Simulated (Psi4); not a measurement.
CH4O (methanol): the dipole moment, rung by rung

The species is CH4O (6 atoms), meant as a singlet with charge 0. As SMILES, `CO`. The shape was relaxed beforehand at PBE0/def2-TZVP.

Each level gives the dipole moment (D). The values are calculated.

Measured value to compare with: NIST CCCBDB gives the dipole moment of the gas as 1.70 D.

| level | kind | program | value (D) | computed − measured | CPU time |
| --- | --- | --- | --- | --- | --- |
| PBE-D4/def2-TZVPP (density fitting) | GGA | Psi4 | 1.56 | -0.14 | 44 s |
| r2SCAN-D4/def2-TZVPP (density fitting) | meta-GGA | Psi4 | 1.60 | -0.10 | 2.4 min |
| B3LYP-D4/def2-TZVPP (density fitting) | global hybrid | Psi4 | 1.64 | -0.06 | 40 s |
| PBE0-D4/def2-TZVPP (density fitting) | global hybrid | Psi4 | 1.63 | -0.07 | 40 s |
| wB97M-V/def2-TZVPP (density fitting) | range-separated hybrid | Psi4 | 1.64 | -0.06 | 2.6 min |

Nearest: B3LYP-D4/def2-TZVPP (density fitting) (-0.06 D), wB97M-V/def2-TZVPP (density fitting) (-0.06 D); farthest: PBE-D4/def2-TZVPP (density fitting) (-0.14 D). The measured dipole is a vibrational average, so differences of a few hundredths of a debye mean little. Computed less measured by kind, in D (def2-TZVPP rows): GGA -0.14; meta-GGA -0.10; global hybrid -0.07 to -0.06; range-separated hybrid -0.06. Magnitudes only. Times are those of the runs behind each value, whatever else they computed, on shared processors of several kinds: orders of magnitude only.

All five functionals give methanol a substantial dipole, and all fall below the measured value. The moment comes from the electronegative oxygen, which draws density from both carbon and the hydroxyl hydrogen. Because the molecule is bent at oxygen, the C–O and O–H bond contributions cannot cancel, and the lone pairs add to the charge separation.

The value rises from PBE through r2SCAN to the hybrids. Since every level uses the same geometry, this rise reflects the electron density rather than altered bond lengths or angles; exact exchange probably helps the hybrids hold slightly more charge on oxygen. The three hybrids are practically indistinguishable, so the data show no benefit from range separation here and give no basis for ranking B3LYP, PBE0 and wB97M-V.

With a single basis set that lacks diffuse functions, the shared underestimate cannot be assigned to the functionals alone, as the outer part of the oxygen lone-pair density also affects the dipole.
